# Notes: the double-sphere law for Co(NH₃)₅Br²⁺ + OH⁻ in water and water–methanol

I want three numbers at 25 °C for the second-order rate constant $k$ (M⁻¹ s⁻¹) of base hydrolysis: the factor by which $k$ changes from water to 50 wt % methanol, and the electrostatic parts of the activation entropy and activation volume in water. The charges are $z_A=+2$, $z_B=-1$.

## The law

The model is Scatchard's (1932). The reactants are charged spheres in a continuum of relative permittivity $\varepsilon$. In the activated complex they keep their charges and radii, and their centres are a distance $d$ apart. The self-energies of the spheres then cancel between initial and activated state, and what remains is the work against the Coulomb force,

$$W=\int_d^\infty\frac{z_Az_Be^2}{4\pi\varepsilon_0\varepsilon r^2}\,dr=\frac{z_Az_Be^2}{4\pi\varepsilon_0\varepsilon d}.$$

The solvent stays in equilibrium during the approach, so $W$ is a Gibbs energy at fixed $T$ and $p$. With $k=(k_BT/hc^\circ)\exp(-\Delta G^\ddagger/RT)$, $c^\circ=1$ M, and $\Delta G^\ddagger=\Delta G^\ddagger_\infty+N_AW$, the zero-ionic-strength law is

$$\ln k=\ln k_\infty-\frac{W}{k_BT}=\ln k_\infty-\frac{z_Az_B\,l_B}{d},\qquad l_B=\frac{e^2}{4\pi\varepsilon_0\varepsilon k_BT}.$$

Here $l_B$ is the Bjerrum length and $k_\infty$ is the rate constant extrapolated to $\varepsilon\to\infty$, assumed equal in both solvents. Write $W_m=N_AW$. At fixed $d$, $W_m\propto1/\varepsilon$, so

$$\Delta S^\ddagger_{el}=-\frac{\partial W_m}{\partial T}=W_m\left(\frac{\partial\ln\varepsilon}{\partial T}\right)_p,\qquad \Delta V^\ddagger_{el}=\frac{\partial W_m}{\partial p}=-W_m\left(\frac{\partial\ln\varepsilon}{\partial p}\right)_T,$$

$$\Delta H^\ddagger_{el}=W_m+T\Delta S^\ddagger_{el}=W_m\left(1+\frac{\partial\ln\varepsilon}{\partial\ln T}\right).$$

For this pair I use the positive number $b=2l_B/d$, so that $W_m=-bRT$.

## Estimate by hand

**Coupling.** $e^2/4\pi\varepsilon_0=1.44$ eV nm, $k_BT\approx0.026$ eV, and $\varepsilon\approx80$ for water, so $l_B\approx0.7$ nm. Hydroxide cannot reach the cobalt. It sits hydrogen-bonded to an ammine, and about 0.2 nm for Co–N with about 0.3 nm for N···O, joined at an angle, make $d\approx0.4$ nm. Then $b\approx3.5$, and with $RT\approx2.5$ kJ/mol, $W_m\approx-9$ kJ/mol.

**Solvent.** Methanol has $\varepsilon$ near 30, so a half-and-half mixture lies near 55. That is a drop of 25 in 80, a fraction of 0.3. I let the attraction grow by the same fraction: $\Delta\ln k\approx3.5\times0.3=1.05$, a speed-up by a factor 2.9.

**Entropy.** The permittivity of water comes mostly from dipoles that orient against thermal motion, which suggests $\varepsilon\propto1/T$. Then $\Delta S^\ddagger_{el}=-W_m/T=bR\approx3.5\times8.3=+29$ J K⁻¹ mol⁻¹ and $\Delta H^\ddagger_{el}=0$. The sign makes sense: partial cancellation of charge frees oriented solvent.

**Volume.** The permittivity should follow the number of dipoles per volume, so $\partial\ln\varepsilon/\partial p$ is about the compressibility, roughly $5\times10^{-10}$ Pa⁻¹. Then $\Delta V^\ddagger_{el}\approx9000\times5\times10^{-10}$ m³/mol $=+4.5$ cm³/mol. Freed solvent expands, and pressure slows the reaction.

## Careful calculation

Inputs, all typical or approximate values for $T=298.15$ K and 1 bar:

- $\varepsilon_w=78.4$ (water), $\varepsilon_m=56.3$ (50 wt % methanol);
- water: $\partial\ln\varepsilon/\partial T=-4.6\times10^{-3}$ K⁻¹, $\partial\ln\varepsilon/\partial p=4.7\times10^{-10}$ Pa⁻¹, expansivity $\alpha_p=2.6\times10^{-4}$ K⁻¹, compressibility $\kappa_T=4.5\times10^{-10}$ Pa⁻¹;
- geometry: Co–N 0.196 nm, N···O 0.29 nm, angle Co–N···O 110°.

The cosine rule gives $d=0.40$ nm, which I adopt, placing the charge of the complex on cobalt. Intermediate values carry extra digits for the arithmetic only, and differences are taken before rounding.

**Zero ionic strength.** $e^2/(4\pi\varepsilon_0k_BT)=56.05$ nm, so $l_B=0.7149$ nm in water and $0.9955$ nm in the mixture, with $b_w=3.574$ and $b_m=4.977$. Hence

$$\ln\frac{k_m}{k_w}=b_m-b_w=b_w\left(\frac{\varepsilon_w}{\varepsilon_m}-1\right)=1.403,\qquad\frac{k_m}{k_w}=4.1 .$$

A plot of $\log_{10}k$ against $1/\varepsilon$ has slope $+122$. In water $W_m=-8.86$ kJ/mol and $\partial\ln\varepsilon/\partial\ln T=-1.371$, which give $\Delta S^\ddagger_{el}=+41$ J K⁻¹ mol⁻¹, $\Delta H^\ddagger_{el}=+3.3$ kJ/mol and $\Delta V^\ddagger_{el}=+4.2$ cm³/mol. The attraction lowers the barrier through entropy alone, and the enthalpy term opposes it.

Since only $z_Az_B/d$ enters, the same magnitudes hold for a unit charge product at $d=0.2$ nm: $\Delta S^\ddagger_{el}=-41\,z_Az_B$ J K⁻¹ mol⁻¹ and $\Delta V^\ddagger_{el}=-4.2\,z_Az_B$ cm³/mol. The first is the rule of thumb of about $-40\,z_Az_B$. Applied to this pair, the rule doubles my value because it halves $d$.

**Finite ionic strength.** A run needs base, so I take 0.010 M hydroxide of a univalent cation in large excess over the complex, $I=0.010$ M. The Brønsted–Bjerrum relation is $k=k_0\gamma_A\gamma_B/\gamma_\ddagger$, with $k_0$ the value at $I=0$. I use Debye–Hückel coefficients with one size parameter, set equal to $d$ for all three species: $\ln\gamma_i=-z_i^2l_B\kappa/[2(1+\kappa d)]$, with $\kappa^2=8\pi l_BN_AI$ ($I$ in mol/m³). Because $z_\ddagger=z_A+z_B$, the combination is $\ln(\gamma_A\gamma_B/\gamma_\ddagger)=z_Az_Bl_B\kappa/(1+\kappa d)$. Adding it to the Coulomb term and using $1/d-\kappa/(1+\kappa d)=1/[d(1+\kappa d)]$,

$$\ln k=\ln k_\infty-\frac{z_Az_B\,l_B}{d\,(1+x)},\qquad x=\kappa d .$$

I find $\kappa=0.3289$ nm⁻¹, $x_w=0.1316$ in water and $\kappa=0.3882$ nm⁻¹, $x_m=0.1553$ in the mixture. The screened couplings $b/(1+x)$ are 3.159 and 4.308, so $\ln(k_m/k_w)=1.150$ and the ratio is 3.2.

For the derivatives, $G_{el}=W_m/(1+x)=-7.83$ kJ/mol in water. A solution of fixed composition has $I\propto\rho$, the density, so $x\propto(\rho/\varepsilon T)^{1/2}$. Differentiating,

$$\Delta S^\ddagger_{el}=G_{el}\left[\frac{\partial\ln\varepsilon}{\partial T}-\frac{x}{2(1+x)}\left(\frac{\partial\ln\varepsilon}{\partial T}+\frac1T+\alpha_p\right)\right],$$

$$\Delta V^\ddagger_{el}=-G_{el}\left[\frac{\partial\ln\varepsilon}{\partial p}+\frac{x}{2(1+x)}\left(\kappa_T-\frac{\partial\ln\varepsilon}{\partial p}\right)\right],$$

which give $+36$ J K⁻¹ mol⁻¹ and $+3.7$ cm³/mol. The second terms in the brackets are small, because their contents nearly cancel, so screening acts almost wholly through the factor $1/(1+x)$.

| model quantity | by hand | $I=0$ | $I=0.010$ M |
|---|---|---|---|
| $\ln(k_m/k_w)$ | 1.05 | 1.40 | 1.15 |
| $k_m/k_w$ | 2.9 | 4.1 | 3.2 |
| $\Delta S^\ddagger_{el}$ / J K⁻¹ mol⁻¹ | +29 | +41 | +36 |
| $\Delta V^\ddagger_{el}$ / cm³ mol⁻¹ | +4.5 | +4.2 | +3.7 |

## Why they differ

**Solvent factor.** Three multipliers carry the exponent from 1.05 to 1.15.

1. Rounding. With the unrounded inputs the fractional drop in $\varepsilon$ is 0.282, and my linear recipe gives $3.574\times0.282=1.008$. This is a factor 0.96, and it hardly matters.
2. Linearisation. The law is linear in $1/\varepsilon$, and $1/\varepsilon_m-1/\varepsilon_w=[(\varepsilon_w-\varepsilon_m)/\varepsilon_w^2]\,(\varepsilon_w/\varepsilon_m)$. By hand I dropped the last factor, 1.39. A fall of 28 % in $\varepsilon$ is a rise of 39 % in $1/\varepsilon$. This accounts for the gap at $I=0$.
3. Screening. The ion atmosphere removes $bx/(1+x)$ from each coupling, 0.42 in water and 0.67 in the mixture. The loss is 1.61 times larger in the mixture, a little under the limiting-law scaling $(\varepsilon_w/\varepsilon_m)^{3/2}=1.64$. The difference, 0.25, comes off the exponent, a factor 0.82.

So 2.9 sits close to 3.2 by cancellation: I omitted one effect that raises the exponent and one that lowers it. The fair comparison for the hand value, which assumed no salt, is 4.1. One practical consequence is that rates at $I=0.010$ M read through the zero-ionic-strength law would return an apparent $d$ of 0.49 nm from a system built with 0.40 nm.

**Entropy.** The value at $I=0$ is 1.40 times the hand value. Rounding of $b$ supplies 1.02, and the rest is $|\partial\ln\varepsilon/\partial\ln T|=1.371$ in place of 1. I split this with the identity

$$\left(\frac{\partial\ln\varepsilon}{\partial T}\right)_p=\left(\frac{\partial\ln\varepsilon}{\partial T}\right)_\rho-\frac{\alpha_p}{\kappa_T}\left(\frac{\partial\ln\varepsilon}{\partial p}\right)_T .$$

Thermal expansion, the last term times $T$, contributes only 0.081. At constant density the exponent is still $-1.29$. In Kirkwood's picture, where $\varepsilon$ is roughly proportional to $g\rho/T$ and $g$ measures the orientational correlation of neighbouring dipoles, the excess 0.29 is mainly the decay of $g$ on warming. My hand argument treated the dipoles as having a fixed correlation. The same excess sets $\Delta H^\ddagger_{el}$, which the estimate put at zero.

**Volume.** Here the reasoning held, because the inputs give $(\partial\ln\varepsilon/\partial\ln\rho)_T=4.7/4.5=1.04$, close to the assumed 1. The step from 4.5 to 4.2 is rounding: a factor 0.94 from the pressure coefficient and 0.98 from $W_m$.

## What both calculations leave out

Several neglected terms are as large as the gaps just explained.

*Ion pairing.* The Fuoss expression with the screened coupling, $K=\tfrac43\pi d^3N_A\exp[b/(1+x)]$, has a prefactor of 0.161 M⁻¹ and gives 3.8 M⁻¹ in water and 12 M⁻¹ in the mixture. A rate constant referred to total complex is reduced by $1/(1+K[\mathrm{OH^-}])$, which multiplies the solvent ratio by 0.93. This overlaps in part with the Debye–Hückel term, whose linearisation is itself strained at $b\approx4$ to 5, so I treat it as a size and not as a correction.

*Cavities.* An ion excludes solvent. A sphere of radius $a$ with permittivity far below $\varepsilon$ repels a charge $z$ at distance $d$. Requiring zero normal field just outside the sphere for each multipole $l$ gives the energy $k_BT\,l_B\,z^2\,\frac{a}{2d^2}\sum_{l\ge1}\frac{l}{l+1}(a/d)^{2l}$. With illustrative radii 0.26 nm (complex) and 0.14 nm (hydroxide), one cavity at a time, the two terms add to 0.48 nm⁻¹ times $k_BT\,l_B$, against $2/d=5$ nm⁻¹ for the attraction. That is 10 % off every electrostatic quantity, and it turns 4.1 into 3.6.

*Compressible $d$ and units.* If $d$ followed the liquid, $\partial\ln d/\partial p=-\kappa_T/3$ would add $W_m\kappa_T/3=-1.3$ cm³/mol, and expansion would add only $W_m\alpha_p/3=-0.8$ J K⁻¹ mol⁻¹. Separately, for $k$ in molar units at the working pressure, $-RT\,\partial\ln k/\partial p$ exceeds the difference of partial molar volumes by $RT\kappa_T=1.1$ cm³/mol, a term that sits in $k_\infty$.

*Mechanism.* The accepted route is the conjugate-base one. Hydroxide removes an ammine proton in a fast equilibrium, and the amido complex of charge +1 then loses bromide. The net charge of the activated complex is still +1, so the limiting-law salt effect survives, but hydroxide has become water and its self-energy no longer cancels. A single-sphere count with Born energies replaces $z_Az_B/d$ by $\tfrac12[(z_A+z_B)^2/r_\ddagger-z_A^2/r_A-z_B^2/r_B]$. With the radii above and $r_\ddagger=r_A$ this is $-9.34$ nm⁻¹, equal to a double sphere with $d=0.21$ nm. It gives $+76$ J K⁻¹ mol⁻¹, $+7.8$ cm³/mol and a solvent ratio of 14. The charge separation as bromide departs works in the opposite direction and is not counted here. A fitted $d$ for this reaction is therefore an effective parameter and need not be a contact distance.

*Methoxide.* With approximate aqueous p$K_a$ values of 15.5 (methanol) and 15.7 (water, on the same molar basis) and a mole ratio of methanol to water of 0.56, the ratio [CH₃O⁻]/[OH⁻] is about 0.9, which leaves 0.53 of the base as hydroxide. The amount of conjugate base goes as the hydroxide activity over the water activity, and the water mole fraction is 0.64. For ideal mixing the two effects combine to a factor 0.83 on a rate constant referred to total base.

The numbers 4.1, +41 J K⁻¹ mol⁻¹ and +4.2 cm³/mol belong to the double-sphere model with $d=0.40$ nm at zero ionic strength, not to the reaction, and the last two are only the electrostatic parts. As typical knowledge and not as a measurement, base hydrolysis of halopentaamminecobalt(III) ions in water has total activation entropies of roughly +100 to +150 J K⁻¹ mol⁻¹ and activation volumes near +30 cm³/mol (older textbook tables carry smaller figures), so the model has the right signs and falls short by factors of about 3 and 7, in the direction expected when hydroxide is consumed and a Co–Br bond stretches. For the solvent factor, the choice between the two sphere pictures alone spans 4 to 14 and the cavity and methoxide terms pull it down somewhat, so the model supports an acceleration in methanol of several-fold and no sharper statement.